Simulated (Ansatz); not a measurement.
# Sb2Au: pressure against volume per atom

Results calculated with Ansatz 0.2.0, not measured. Periodic Kohn-Sham DFT of a crystal at fixed atoms; pressure and stress are positive in compression; the energy is the free energy less that of spherical unpolarised free atoms; site moments are those in the method's own spheres, positive along +z.

Cell of the first row (space group Fm-3m, No. 225):
```
Sb2Au
1.0
      0.0000     3.2601     3.2601
      3.2601     0.0000     3.2601
      3.2601     3.2601     0.0000
Sb Au
2 1
Direct
  0.25000 0.25000 0.25000
  0.75000 0.75000 0.75000
  0.00000 0.00000 0.00000
```

Settings of every row: method all-electron PAW; functional LDA; relativity scalar; k mesh 9x9x9; filling fermi-dirac; smearing width 0.08 eV; nucleus gaussian.

Atom start moment: 0 on all atoms.

Limits: no spin-orbit coupling on heavy atoms.

```csv
row,volume per atom (Å³),pressure (GPa)
1,23.099,10.346
2,23.59,?
3,24.082,5.14
4,24.327,4.013
5,24.573,2.95
6,24.819,1.945
7,25.064,0.996
8,25.556,-0.745
9,26.047,-2.296
```

Question: what pressure should row 2 give?

Worked fit of pressure. Take u = (V_r/V)^(2/3) − 1 with V_r = 24.696 Å³ an atom, which is twice the finite (Eulerian) strain; such expansions in the strain, on which the Birch-Murnaghan equation of state is built, carry the rest volume and the bulk modulus. The shown rows have u = 0.04558, 0.01693, 0.01009, 0.00333, -0.00331, -0.00981, -0.02256, -0.03488. Least squares give pressure = 2.4395 + 151.46 × u + 464.26 × u² + 406 × u³ GPa; a parabola predicts inner rows, each left out in turn, worse (root mean square 0.0064 against 0.0025 GPa). The rows lie off it by 0.000, 0.001, -0.002, 0.001, 0.002, -0.002, 0.001, 0.000. The pressure vanishes at u = -0.0170, or V = 25.34 Å³ an atom, and there the bulk modulus at fixed shape and fractions is B = −V dP/dV = (2/3)(1 + u) dP/du = 89.2 GPa. The withheld row has u = 0.03102, so the fit gives 2.4395 + 151.46 × (0.03102) + 464.26 × (0.03102)² + 406 × (0.03102)³ = 7.597 GPa.

The calculation gave 7.594 GPa. The fit lies 0.003 GPa (0.024 % of the column's range) above it; its largest miss of a shown row is 0.002 GPa.
